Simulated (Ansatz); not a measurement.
A series in volume per atom on In₂O

Results calculated with Ansatz 0.2.0 development build, not measured. Equation of state of a cubic crystal from periodic Kohn-Sham density functional theory without spin; pressure corrected for the finite basis.

Cell of the first row (space group Fm-3m, No. 225):
```
In2O
1.0
      0.0000     3.1404     3.1404
      3.1404     0.0000     3.1404
      3.1404     3.1404     0.0000
In O
2 1
Direct
  0.25000 0.25000 0.25000
  0.75000 0.75000 0.75000
  0.00000 0.00000 0.00000
```

Settings of every row: formula In2O; structure type antifluorite; functional PBE; spin treatment none; k mesh 15x15x15; occupation method fermi-dirac; occupation width 0.061225619 eV; wave cutoff 420 eV; datasets soft-1 PAW; density cutoff ratio 4.

Limits: a cubic model structure, not a phase known at ambient conditions.

```csv
row,volume per atom (Å³),energy above lowest point (meV/atom),pressure (GPa)
1,20.648,12.26,3.14
2,21.087,5.28,1.979
3,21.526,1.29,0.943
4,21.966,0,0.017
5,22.405,1.1,-0.805
6,22.844,?,?
7,23.284,9.43,-2.171
```

Question: what energy above lowest point and pressure should row 6 give?

Worked fit of energy above lowest point. Take u = (V_r/V)^(2/3) − 1 with V_r = 21.746 Å³ an atom, which is twice the finite (Eulerian) strain; such expansions in the strain, on which the Birch-Murnaghan equation of state is built, carry the rest volume and the bulk modulus. The shown rows have u = 0.03514, 0.02073, 0.0068, -0.00669, -0.01971, -0.04454. Least squares give energy above lowest point = 0.331 + 95.08 × u + 6852.5 × u² + 2943 × u³ meV/atom; a parabola predicts inner rows, each left out in turn, worse (root mean square 0.059 against 0.01 meV/atom). The rows lie off it by 0.00, 0.01, -0.01, 0.00, 0.00, 0.00. Its lowest point lies at u = -0.0070, or V = 21.98 Å³ an atom, and the curvature there gives the bulk modulus at fixed shape and fractions, B = (4/9)(1 + u)² E″(u)/V = 43.4 GPa. The withheld row has u = -0.03231, so the fit gives 0.331 + 95.08 × (-0.03231) + 6852.5 × (-0.03231)² + 2943 × (-0.03231)³ = 4.31 meV/atom.

The calculation gave 4.33 meV/atom. The fit lies 0.02 meV/atom (0.16 % of the column's range) below it; its largest miss of a shown row is 0.01 meV/atom.

Worked fit of pressure. Take u = (V_r/V)^(2/3) − 1 with V_r = 21.746 Å³ an atom, which is twice the finite (Eulerian) strain; such expansions in the strain, on which the Birch-Murnaghan equation of state is built, carry the rest volume and the bulk modulus. The shown rows have u = 0.03514, 0.02073, 0.0068, -0.00669, -0.01971, -0.04454. Least squares give pressure = 0.4661 + 68.64 × u + 211.77 × u² GPa; a straight line predicts inner rows, each left out in turn, worse (root mean square 0.13 against 0.00096 GPa). The rows lie off it by 0.000, -0.001, 0.000, 0.001, 0.000, 0.000. The pressure vanishes at u = -0.0069, or V = 21.97 Å³ an atom, and there the bulk modulus at fixed shape and fractions is B = −V dP/dV = (2/3)(1 + u) dP/du = 43.5 GPa. The withheld row has u = -0.03231, so the fit gives 0.4661 + 68.64 × (-0.03231) + 211.77 × (-0.03231)² = -1.531 GPa.

The calculation gave -1.533 GPa. The fit lies 0.002 GPa (0.038 % of the column's range) above it; its largest miss of a shown row is 0.001 GPa.
